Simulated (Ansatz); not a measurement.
**A vibration from a frozen displacement in Si$_{2}$W$_{3}$**

Computed with Ansatz, DFT PBE, scalar-relativistic, plane waves, PAW. Cutoff 420 eV, Γ-centred 6×6×12 k-points, Gaussian smearing of 0.15 eV. Spin–orbit coupling is left out, which matters for the heavy elements here. No spin polarisation. Energies are free energies at this smearing, counted from the undisturbed cell; pressure is positive in compression.

Zero of the scan (relaxed at this level; it needn't be the usual structure):

```yaml
crystal:
  lattice:
    - [6.63003, 0.00000, 0.00000]
    - [0.00000, 6.63003, 0.00000]
    - [0.00000, 0.00000, 3.31232]
  atoms:
    - { symbol: Si, position: [0.13423, 0.63423, 0.00000] }
    - { symbol: Si, position: [0.86577, 0.36577, 0.00000] }
    - { symbol: Si, position: [0.63423, 0.86577, 0.00000] }
    - { symbol: Si, position: [0.36577, 0.13423, 0.00000] }
    - { symbol: W, position: [0.50000, 0.50000, 0.00000] }
    - { symbol: W, position: [0.00000, 0.00000, 0.00000] }
    - { symbol: W, position: [0.65951, 0.15951, 0.50000] }
    - { symbol: W, position: [0.34049, 0.84049, 0.50000] }
    - { symbol: W, position: [0.15951, 0.34049, 0.50000] }
    - { symbol: W, position: [0.84049, 0.65951, 0.50000] }
```

Every Si atom is moved by x along the Cartesian unit vector (-0.707, -0.707, 0.000); the cell and all other atoms stay fixed. The cell's volume is 145.60 Å³; the moved atoms weigh 112.340 u together and the others 1103.040 u.

```
  x (Å)  ΔE (meV/cell) total force on the moved atoms along the move (eV/Å) pressure (GPa)
-0.1000         245.21                                                4.9145          0.8448
-0.0500          61.21                                                2.4496          0.2057
 0.0000           0.00                                                0.0000         -0.0075
 0.0250          15.30                                               -1.2240          0.0459
 0.0750         137.81                                               -3.6791          0.4720
```

**Question.** What frequency belongs to this motion?

**Answer.** The force constant is k = −dF/dx = 48.970 eV/Å², from the parabola through x = -0.0500, 0 and 0.0250. In every cell the moved atoms swing against the rest, so the mass is μ = m₁m₂/(m₁ + m₂) = 101.956 u, and ν̃ = 521.5 cm⁻¹ × √(|k|/μ) = 361 cm⁻¹. The pattern needn't be a normal mode: ν̃² is then a weighted mean of the squared nonzero frequencies at the zone centre of this cell, so it lies between the lowest and the highest of them.

**Question.** How far does the harmonic law reach?

**Answer.** At x = -0.100 Å, kx²/2 = 244.85 meV against the computed 245.21 meV (+0.1 %): the well is still close to harmonic there.

In a metal these slopes depend on the k mesh and the smearing.

The well is steep and symmetric: inversion in the undisturbed crystal makes opposite shifts equivalent, so the cubic term vanishes and the slight excess over the parabola at the largest shift is a quartic hardening. Since all Si atoms move together, every Si–Si distance is kept, and the restoring force measures how firmly the Si sublattice is held within the W framework, not the stretching of Si–Si bonds. The stiffness probably stems from directional W 5d–Si 3p bonding together with short-range repulsion. With W so much heavier, the reduced mass lies close to that of the Si atoms, which carry most of the motion and help to place it at 361 cm⁻¹.

The pressure rises with displacement in either direction, which means that this force constant grows on compression, as expected for a motion that squeezes W–Si contacts. The positive curvature shows stability against this one shift only; a soft mode with another pattern could still exist.
